A band level at a k point is the energy of one electron state of the crystal with a given wavevector. Here two hybrid functionals, HSE06 and PBE0, give these levels for the same fixed crystal of Zr3SnO8. In the table, v1 and v2 are the highest and second-highest filled bands, c1 and c2 the lowest and second-lowest empty ones. Each functional counts energy from its own valence top, so a level is a distance from that top, not from vacuum.

Band levels of Zr3SnO8 (12-atom cell, space group Cmmm) from HSE06 (cheaper level) and PBE0 (costlier level), each relative to its own valence top; v1 is the highest filled band, c1 the lowest empty one. Both runs used Ansatz 0.2.0 with plane-wave PAW, a 420 eV cutoff, a 4×4×2 k mesh and no spin polarisation, on the same cell relaxed with r2SCAN.

| point name | band v2, cheaper level (eV) | band v1, cheaper level (eV) | band c1, cheaper level (eV) | band c2, cheaper level (eV) | band v2, costlier level (eV) | band v1, costlier level (eV) | band c1, costlier level (eV) | band c2, costlier level (eV) |
| --- | --- | --- | --- | --- | --- | --- | --- | --- |
| Gamma | -0.575 | 0.000 | 4.385 | 5.648 | -0.563 | 0.000 | 5.143 | 6.414 |
| Y | -0.682 | -0.510 | 4.862 | 5.877 | -0.677 | -0.504 | 5.628 | 6.652 |
| C_0 | -0.682 | -0.510 | 4.862 | 5.877 | -0.677 | -0.504 | 5.628 | 6.652 |
| Sigma_0 | -0.682 | -0.510 | 4.862 | 5.877 | -0.677 | -0.504 | 5.628 | 6.652 |
| Z | -0.570 | -0.467 | 5.654 | 5.891 | -0.575 | -0.468 | 6.429 | 6.666 |
| A_0 | -0.907 | -0.644 | 5.773 | 6.100 | -0.909 | -0.636 | 6.547 | 6.879 |
| E_0 | -0.907 | -0.644 | 5.773 | 6.100 | -0.909 | -0.636 | 6.547 | 6.879 |
| T | -0.907 | -0.645 | 5.773 | 6.100 | -0.909 | -0.636 | 6.547 | 6.879 |
| S | -0.753 | -0.641 | 4.963 | 5.560 | -0.756 | -0.639 | 5.729 | 6.330 |

The first row, Gamma, holds both the valence top and the lowest empty level of all k points computed, so its c1 entry is the band gap. HSE06 gives 4.385 eV and PBE0 5.143 eV, a step of 0.76 eV or 17 % of the HSE06 gap. If the question is only whether the ideal crystal absorbs visible light, the step is harmless: the two gaps correspond to about 283 and 241 nm, both in the ultraviolet. For a purpose that needs the gap to a tenth of an eV, the choice of functional is decisive.

The two functionals differ in how far exact exchange reaches. Both replace a quarter of the semilocal exchange by exact exchange, but HSE06 does so only at short range, while PBE0 does so at every distance. The long-range part of the repulsion between two electrons a distance $r$ apart is $\mathrm{erf}(\omega r)/r$ in atomic units, where $\omega$ sets the dividing distance. With the usual HSE06 value of about 0.11 per bohr, $1/\omega$ is 4.8 Å, more than twice a metal–oxygen bond. Over such a bond this part is nearly flat, with the value $2\omega/\sqrt{\pi}$.

A flat interaction makes exchange very simple. Exact exchange acts through the density matrix, which in an insulator with so wide a gap is expected to fade quickly with distance, so that the nearly flat part of the interaction counts most. This matrix returns any filled state unchanged and gives zero for any empty one. Every filled state is therefore lowered by the same amount, whatever its shape, and the empty states stay where they are. The gap should then open by

$$\Delta E \approx \frac{1}{4}\cdot\frac{2\omega}{\sqrt{\pi}} = \frac{1}{4}\cdot\frac{2\times 0.11}{\sqrt{\pi}}\times 27.2\ \mathrm{eV}\approx 0.84\ \mathrm{eV}.$$

The estimate has no parameter adjusted to the table, and it exceeds the computed step by about a tenth. An overshoot is expected, because the real interaction weakens with distance and so lowers the filled states somewhat less. The finite k mesh may also have a share in the difference.

It would be natural to conclude that only the valence band moves. PBE0, however, also gives up a quarter of the long-range semilocal exchange, an attraction that filled and empty states feel alike. In the same flat limit its loss raises every level by half of the estimate, which leaves the filled states 0.42 eV lower and the empty ones 0.42 eV higher. The unaligned band edges of the two calculations show this pattern: the valence top falls by 0.40 eV and the conduction bottom rises by 0.36 eV. These edges are not referred to vacuum, so they support the picture without giving an ionisation energy or a barrier at an interface.

The next row, Y, tests whether the conduction band follows the gap away from Gamma. Its c1 level rises by 0.77 eV, almost exactly as at Gamma, and its two valence levels keep their depth to within 0.01 eV. C_0 and Sigma_0 repeat this row because they are practically the same k point or its equivalent. They add no further evidence.

At Z the lowest empty level lies far above the band bottom, and the climb from Gamma to Z is a measure of band shape. It runs from 4.385 to 5.654 eV in HSE06 and from 5.143 to 6.429 eV in PBE0, about 1.3 eV in both. Measured from the valence top, PBE0 has thus moved the band upwards with hardly any stretching. A step from a semilocal functional to HSE06 would be a different matter, since it brings in short-range exchange, which does feel the shape of each orbital and need not move all bands alike.

T, which A_0 and E_0 repeat, has the highest c1 level and so separates a shift from a stretch most clearly. Adding the Gamma step to the HSE06 value of 5.773 eV comes within 0.02 eV of the PBE0 result. Multiplying the same value by the ratio of the two gaps overshoots by 0.22 eV. Anyone who corrects HSE06 levels of this crystal towards PBE0 should therefore add a constant to the empty bands, not scale them.

The last row, S, confirms the rule in another direction: c1 and c2 lie 0.60 eV apart in both functionals. Over all rows the constant shift, fixed at Gamma alone, misses no listed empty level by more than about 0.02 eV. Apart from the gap, PBE0 thus leaves the order and spacing of the bands at these points almost as HSE06 gives them; effective masses would need a finer set of points near the band edges.

The cost of PBE0 lies less in the functional than in the k mesh it may require. The work for exact exchange grows with the number of pairs of k points, and on equal meshes that number is the same for both functionals. The long-range part, however, converges slowly with the mesh. Doubling the mesh in each direction multiplies the pairs by 64, if symmetry is left aside.

The mesh error also falls in an awkward place. It comes mainly from the limit of small wavevectors, where the interaction acts on all filled states alike, just as the flat interaction did above. An unconverged mesh would therefore distort the gap much more than the band shapes. Only one mesh was run, so how much of the 0.76 eV would change on a finer one is not known.

Which gap is closer to nature is a separate question, and a higher cost does not answer it. In a solid the long-range exchange is screened, and theory puts the proper fraction near the inverse of the electronic dielectric constant. For wide-gap oxides of this kind that is very roughly a fifth to a quarter, much closer to the quarter in PBE0 than to the zero in HSE06. This argument favours PBE0 for the absolute gap, but there is no measured gap to test it, and the crystal is a hypothetical ordered structure. A comparison with an absorption edge would also have to include the binding of electron and hole, the effect of lattice vibrations, and whether symmetry allows light to drive the transition at Gamma.

In practice, HSE06 serves for comparing band shapes and for establishing that the gap is in the ultraviolet. Where the gap itself enters a design, PBE0 on at least two meshes is the better investment, with the HSE06 value quoted beside it to show how strongly the answer depends on long-range exchange.

The analysis program printed:

```
PBE0 less HSE06 in eV, each from its own valence top:
      row      v2      v1     c1     c2
    Gamma   0.012       0  0.758  0.766
        Y   0.005   0.006  0.766  0.775
      C_0   0.005   0.006  0.766  0.775
  Sigma_0   0.005   0.006  0.766  0.775
        Z  -0.005  -0.001  0.775  0.775
      A_0  -0.002   0.008  0.774  0.779
      E_0  -0.002   0.008  0.774  0.779
        T  -0.002   0.009  0.774  0.779
        S  -0.003   0.002  0.766   0.77
number of distinct k points: 5
gap step from HSE06 to PBE0 (eV): 0.758
gap step in percent of the HSE06 gap: 17.29
largest change of a v1 level (eV): 0.009
largest change of a v2 level (eV): 0.012
spread of c1 over the points, HSE06 (eV): 1.388
spread of c1 over the points, PBE0 (eV): 1.404
constant shift, largest miss for c1 (eV): 0.017
constant shift, largest miss for c2 (eV): 0.021
common factor, largest miss for c1 (eV): 0.2239
common factor, largest miss for c2 (eV): 0.2755
thermal energy at 300 K (eV): 0.02585
raw valence top, PBE0 less HSE06 (eV): -0.3975
raw conduction bottom, PBE0 less HSE06 (eV): 0.3601
estimated gap step from a flat long-range kernel (eV): 0.8444
estimated shift of each edge, half of that (eV): 0.4222
screening length 1/omega (angstrom): 4.811
wavelength of the HSE06 gap (nm): 282.7
wavelength of the PBE0 gap (nm): 241.1
k points in the full mesh: 32
factor in k-point pairs when the mesh is doubled each way: 64
```
